**Ag²⁺ among six point charges: searching a distance sweep for breaks**

The table holds the first excitation and χT at 2, 50 and 300 K of Ag²⁺ (4d⁹) in an octahedron of −1.7 e charges at 1.70 to 2.37 Å, from OpenMolcas CASSCF(4d) with spin-orbit state interaction, ANO-RCC-VDZP and DKH2. The program tests a one-hole ligand-field and spin-orbit model, with one fitted ζ or with separate t₂–t₂ and e–t₂ constants taken from the computed levels, compares residuals with the rounding, and fits the distance law of the ²E–²T₂ splitting. No row breaks the trend: the 400 cm⁻¹ step at 1.70–1.71 Å and the entry 1.01 are rounding. One ζ fits the gaps but misses χT by 0.017 to 0.028, while two constants reproduce it to about 0.001; the splitting falls as R^−4.38, not R⁻⁵. The printed G8 limit of 0.993 includes a temperature term at the small field used (the pure limit is about 0.98), and the extrapolation beyond 2.37 Å is rough.

Ag2+ at the centre of a regular octahedron of six point charges of −1.7 e. OpenMolcas 26.06, state-averaged CASSCF (nine electrons in the five 4d orbitals) with spin-orbit state interaction (atomic mean field), ANO-RCC-VDZP, DKH2, point nucleus. The first excitation is between spin-orbit levels; χT is the powder susceptibility times temperature by Van Vleck's formula.

## Program and output

```python
# Table: Ag2+ (4d9) in six -1.7 e point charges (Oh), OpenMolcas CASSCF(4d)+SO-RASSI, ANO-RCC-VDZP, DKH2: gap, chiT.
# Tested: one-hole ligand-field + spin-orbit model, search for breaks against rounding, distance law of the splitting.
T = {
    'charge_distance': [1.7, 1.71, 1.8, 1.84, 1.87, 1.91, 1.98, 1.99, 2.03, 2.06, 2.15, 2.16, 2.18, 2.31, 2.37],  # Å
    'gap': [12700, 12300, 9740, 8780, 8130, 7340, 6160, 6010, 5440, 5060, 4070, 3970, 3790, 2800, 2450],  # 1/cm
    'chi_2': [0.574, 0.579, 0.624, 0.645, 0.662, 0.684, 0.724, 0.729, 0.752, 0.769, 0.818, 0.823, 0.833, 0.891, 0.914],  # cm3 K/mol
    'chi_50': [0.577, 0.582, 0.628, 0.65, 0.667, 0.689, 0.73, 0.736, 0.759, 0.777, 0.827, 0.832, 0.843, 0.904, 0.928],  # cm3 K/mol
    'chi_300': [0.595, 0.6, 0.65, 0.674, 0.693, 0.718, 0.763, 0.77, 0.796, 0.816, 0.874, 0.881, 0.894, 0.972, 1.01],  # cm3 K/mol
}
import numpy as np
from scipy import constants as sc
from scipy.optimize import least_squares, brentq
R, gap, c2, c50, c300 = (np.array(T[k], float) for k in ['charge_distance', 'gap', 'chi_2', 'chi_50', 'chi_300'])
# further outputs of the same runs (cm-1): spin-free 2E-2T2 splitting, spin-orbit lowering, G7 level at 1.84 and 2.16 A
D = np.array([14049.12,13710.59,11055.74,10071.30,9399.55,8583.15,7343.79,7184.17,6584.40,6172.19,5102.12,4996.88,4793.75,3680.94,3268.71])
low = np.array([328.98,336.66,410.28,445.51,472.88,510.55,579.41,589.51,630.50,661.76,757.40,768.13,789.62,928.44,990.80])
ix, G7 = [3, 11], np.array([8779.11, 3974.09])
pc = sc.physical_constants; ge = -pc['electron g factor'][0]; kB = sc.k/(sc.h*sc.c*100)
C = 0.1*sc.N_A*pc['Bohr magneton'][0]**2/sc.k; Ha = pc['hartree-inverse meter relationship'][0]/100; a0 = pc['Bohr radius'][0]*1e10
half = lambda v: 0.5*10.0**(np.floor(np.log10(v)) - 2)
m = np.arange(2, -3, -1.0); Lz = np.diag(m); Lp = np.diag(np.sqrt(6 - m[1:]*(m[1:] + 1)), 1)
e1 = np.array([1, 0, 0, 0, 1])/2**.5; PE = np.outer(e1, e1) + np.diag([0, 0, 1., 0, 0]); PT = np.eye(5) - PE
Sz = np.diag([.5, -.5]); Sp = np.array([[0, 1.], [0, 0]])
def model(d, zt, ze, t, k=1.0):
    w = lambda L, a, b: a*PT@L@PT + b*(PE@L@PT + PT@L@PE)
    H = d*np.kron(PT, np.eye(2)) - np.kron(w(Lz,zt,ze), Sz) - .5*(np.kron(w(Lp,zt,ze), Sp.T) + np.kron(w(Lp.T,zt,ze), Sp))
    E, V = np.linalg.eigh(H); E = E - E[0]
    M = (V.T@(np.kron(w(Lz,1,k), np.eye(2)) + ge*np.kron(np.eye(5), Sz))@V)**2
    dE = E[None, :] - E[:, None]; deg = abs(dE) < 1e-4; p = np.exp(-E/(kB*t)); p /= p.sum()
    return E[4], C*p@(M*np.where(deg, 1, 2*kB*t/np.where(deg, 1, dE))).sum(1)
run = lambda zt, ze, t: np.array([model(*a, t) for a in zip(D, zt, ze)])
one = np.ones(len(R)); z1 = least_squares(lambda x: (run(x[0]*one, x[0]*one, 2)[:, 0] - gap)/half(gap), [1750.]).x[0]
zx = D[ix] + low[ix] - G7; pz = np.polyfit(D[ix], zx, 1); zt = np.polyval(pz, D); ze = np.sqrt(low*(D + zt/2 + low)/1.5)
A2, A3 = run(z1*one, z1*one, 2), run(z1*one, z1*one, 300); B2, B5, B3 = (run(zt, ze, t) for t in (2, 50, 300))
wE = 1 - low/(D + zt/2 + 2*low); lin = c2 + (c300 - c2)*48/298
print(f"A: one zeta = {z1:.0f} cm-1; B: zeta_tt = {pz[1]:.0f} {pz[0]:+.4f}*Delta (exact {zx[0]:.0f}, {zx[1]:.0f} cm-1), zeta_et from lowering")
print("R/A Delta z_tt z_et wE | gap table-model A, B, rounding (cm-1) | chi2 A,B chi50 B chi300 A,B (table-model, 1e-3) | TIP table, B (1e-4 cm3/mol)")
for i in range(len(R)):
    print(f"{R[i]:.2f} {D[i]:.0f} {zt[i]:.0f} {ze[i]:.0f} {wE[i]:.3f} | {gap[i]-A2[i,0]:+.0f} {gap[i]-B2[i,0]:+.0f} {half(gap[i]):.0f} | "
          f"{1e3*(c2[i]-A2[i,1]):+.1f} {1e3*(c2[i]-B2[i,1]):+.1f} {1e3*(c50[i]-B5[i,1]):+.1f} {1e3*(c300[i]-A3[i,1]):+.1f} {1e3*(c300[i]-B3[i,1]):+.1f} | "
          f"{(c300[i]-c2[i])/298e-4:.2f} {(B3[i,1]-B2[i,1])/298e-4:.2f}")
print("chi rounding 0.5e-3 (5e-3 for chi300 at last row)")
for n, y, a, b in (('gap', gap, A2[:,0], B2[:,0]), ('chi2', c2, A2[:,1], B2[:,1]), ('chi50', c50, None, B5[:,1]), ('chi300', c300, A3[:,1], B3[:,1])):
    s = f"{n}: worst |res|/rounding"
    for tag, f in [('A', a), ('B', b)] + [(f'poly{g}', np.exp(np.polyval(np.polyfit(np.log(R/2), np.log(y), g, w=y/half(y)), np.log(R/2)))) for g in (3, 4)]:
        if f is not None:
            u = abs(y - f)/half(y); s += f"  {tag} {u.max():.1f} at {R[u.argmax()]:.2f}"
    print(s)
print(f"step 1.70->1.71: gap table {gap[0]-gap[1]:.0f}, Delta {D[0]-D[1]:.0f}, model B {B2[0,0]-B2[1,0]:.0f} cm-1; B chi300 last row {B3[-1,1]:.4f}")
print(f"Delta-gap {D[0]-gap[0]:.0f} -> {D[-1]-gap[-1]:.0f} cm-1; z_et/Delta {ze[0]/D[0]:.2f} -> {ze[-1]/D[-1]:.2f}; ratios first/last: gap {gap[0]/gap[-1]:.2f}, Delta {D[0]/D[-1]:.2f}")
print(f"2nd-order lowering 1.5 z_et^2/Delta {1.5*ze[0]**2/D[0]:.0f}, {1.5*ze[-1]**2/D[-1]:.0f} vs output {low[0]:.0f}, {low[-1]:.0f} cm-1")
print(f"kT(300 K) {kB*300:.0f} cm-1, min gap/kT {gap.min()/kB/300:.1f}; chi50 minus linear interpolation: max {1e3*abs(c50-lin).max():.1f}e-3")
ks = [brentq(lambda k: model(D[i], zt[i], ze[i], 2, k)[1] - c2[i], .8, 1.2) for i in range(len(R))]
print(f"e-t2 orbital factor implied by chi2: min {min(ks):.3f}, max {max(ks):.3f} (rounding about 0.002)")
sl = np.gradient(c2, R); print(f"d chi2/dR: first {sl[0]:.2f}, max {sl.max():.2f} at {R[sl.argmax()]:.2f}, last {sl[-1]:.2f} per A (short steps noisy)")
print(f"limits: spin only {C*ge**2/4:.3f}; G8 of J=5/2 {model(50, pz[1], pz[1], .5)[1]:.3f}; J=5/2 at 300 K {model(0, pz[1], pz[1], 300)[1]:.3f}")
nl = -np.diff(np.log(D))/np.diff(np.log(R)); pw = np.polyfit(np.log(R), np.log(D), 1); rp = 100*(np.exp(np.polyval(pw, np.log(R)))/D - 1)
print(f"Delta power law n = {-pw[0]:.2f}, worst {abs(rp).max():.1f}%; local n {nl[0]:.2f} -> {nl[-1]:.2f}; gap n = {-np.polyfit(np.log(R), np.log(gap), 1)[0]:.2f}")
r4 = D/Ha*(R/a0)**5*.6/1.7; print(f"R^-5 law: implied <r4> {r4[0]:.2f} -> {r4[-1]:.2f} bohr^4 ({100*(r4[-1]/r4[0]-1):.0f}% drift)")
r = np.arange(.005, 30, .005); rho = lambda x: r**(2*x[0])*np.exp(-2*x[1]*r)/(r**(2*x[0])*np.exp(-2*x[1]*r)).sum()
pen = lambda x: np.array([5/3*1.7*Ha*(rho(x)*np.minimum(r, q)**4/np.maximum(r, q)**5).sum() for q in R/a0])
x = least_squares(lambda x: np.log(pen(x)/D), [2., 1.9], bounds=([.3, .4], [6, 6])).x; rr = 100*(pen(x)/D - 1)
print(f"penetration: n {x[0]:.2f}, a {x[1]:.2f}/bohr, worst {abs(rr).max():.1f}% at {R[abs(rr).argmax()]:.2f}; <r2> {(rho(x)*r**2).sum():.2f} (output read as <r2>: 2.15, 2.14), <r4> {(rho(x)*r**4).sum():.1f}")
print("extrapolation (rough, R^-5 from last row): Delta, R/A, gap, gap/kT300, chi2, chi300, chi150 minus linear")
for d in (3000, 2000, 1000, 500, 200):
    g, u2 = model(d, pz[1], pz[1], 2); u1, u3 = model(d, pz[1], pz[1], 150)[1], model(d, pz[1], pz[1], 300)[1]
    print(f"{d} {R[-1]*(D[-1]/d)**.2:.1f} {g:.0f} {g/kB/300:.1f} {u2:.3f} {u3:.3f} {u1-u2-(u3-u2)*148/298:+.3f}")
assert np.all(np.diff(gap) < 0) and np.all(np.diff(c2) > 0) and np.all(gap < D)
assert np.all((nl > 4) & (nl < 5))
assert c2.min() > C*ge**2/4 and c2.max() < 0.98 and np.all(c300 > c50)
assert abs(c2 - B2[:, 1]).max() < 0.005
```

Output:

```
A: one zeta = 1661 cm-1; B: zeta_tt = 1843 -0.0105*Delta (exact 1738, 1791 cm-1), zeta_et from lowering
R/A Delta z_tt z_et wE | gap table-model A, B, rounding (cm-1) | chi2 A,B chi50 B chi300 A,B (table-model, 1e-3) | TIP table, B (1e-4 cm3/mol)
1.70 14049 1696 1827 0.979 | +39 +18 50 | +17.3 -0.6 -1.0 +16.9 -0.9 | 0.70 0.72
1.71 13711 1700 1829 0.978 | -29 -48 50 | +18.1 -0.3 -0.8 +17.1 -1.1 | 0.70 0.73
1.80 11056 1727 1836 0.968 | +7 +1 5 | +22.1 -0.3 -0.6 +21.1 -1.0 | 0.87 0.90
1.84 10071 1738 1839 0.962 | +2 +1 5 | +23.3 -0.6 -0.3 +22.8 -0.8 | 0.97 0.98
1.87 9400 1745 1840 0.958 | +2 +2 5 | +25.0 -0.1 -0.1 +24.5 -0.2 | 1.04 1.05
1.91 8583 1753 1842 0.951 | -3 -0 5 | +25.9 -0.4 -0.9 +25.5 -0.4 | 1.14 1.14
1.98 7344 1766 1844 0.938 | -1 +3 5 | +27.8 -0.2 -0.5 +26.9 -0.7 | 1.31 1.33
1.99 7184 1768 1845 0.936 | +0 +4 5 | +27.3 -0.9 -0.4 +27.5 -0.2 | 1.38 1.35
2.03 6584 1774 1845 0.928 | -5 -1 5 | +28.0 -0.6 -0.6 +27.6 -0.5 | 1.48 1.47
2.06 6172 1779 1846 0.921 | +1 +5 5 | +28.4 -0.4 +0.1 +28.0 -0.2 | 1.58 1.57
2.15 5102 1790 1847 0.899 | -2 +0 5 | +28.2 +0.1 -0.0 +26.9 -0.8 | 1.88 1.91
2.16 4997 1791 1847 0.897 | -6 -4 5 | +27.9 -0.0 -0.4 +27.3 -0.1 | 1.95 1.95
2.18 4794 1793 1847 0.891 | -1 -0 5 | +27.4 -0.1 +0.1 +27.3 +0.2 | 2.05 2.04
2.31 3681 1805 1847 0.856 | -2 -5 5 | +22.8 -0.6 -0.6 +22.8 -0.4 | 2.72 2.71
2.37 3269 1809 1847 0.839 | +4 -0 5 | +21.0 +0.2 -0.7 +24.6 +3.8 | 3.22 3.10
chi rounding 0.5e-3 (5e-3 for chi300 at last row)
gap: worst |res|/rounding  A 1.3 at 1.80  B 1.0 at 1.71  poly3 0.8 at 2.16  poly4 1.0 at 1.71
chi2: worst |res|/rounding  A 56.7 at 2.06  B 1.7 at 1.99  poly3 1.4 at 2.31  poly4 1.4 at 2.31
chi50: worst |res|/rounding  B 2.1 at 1.70  poly3 1.0 at 1.91  poly4 1.0 at 1.91
chi300: worst |res|/rounding  A 56.1 at 2.06  B 2.2 at 1.71  poly3 1.1 at 2.15  poly4 1.0 at 2.37
step 1.70->1.71: gap table 400, Delta 339, model B 334 cm-1; B chi300 last row 1.0062
Delta-gap 1349 -> 819 cm-1; z_et/Delta 0.13 -> 0.57; ratios first/last: gap 5.18, Delta 4.30
2nd-order lowering 1.5 z_et^2/Delta 357, 1565 vs output 329, 991 cm-1
kT(300 K) 209 cm-1, min gap/kT 11.8; chi50 minus linear interpolation: max 1.5e-3
e-t2 orbital factor implied by chi2: min 0.998, max 1.000 (rounding about 0.002)
d chi2/dR: first 0.50, max 0.57 at 2.03, last 0.38 per A (short steps noisy)
limits: spin only 0.376; G8 of J=5/2 0.993; J=5/2 at 300 K 1.581
Delta power law n = 4.38, worst 1.5%; local n 4.16 -> 4.63; gap n = 4.94
R^-5 law: implied <r4> 7.73 -> 9.47 bohr^4 (23% drift)
penetration: n 1.09, a 1.29/bohr, worst 0.8% at 1.70; <r2> 2.02 (output read as <r2>: 2.15, 2.14), <r4> 9.8
extrapolation (rough, R^-5 from last row): Delta, R/A, gap, gap/kT300, chi2, chi300, chi150 minus linear
3000 2.4 2186 10.5 0.927 1.030 +0.000
2000 2.6 1385 6.6 0.975 1.140 +0.000
1000 3.0 649 3.1 1.001 1.331 +0.017
500 3.5 313 1.5 1.000 1.483 +0.104
200 4.1 122 0.6 0.999 1.562 +0.234
```
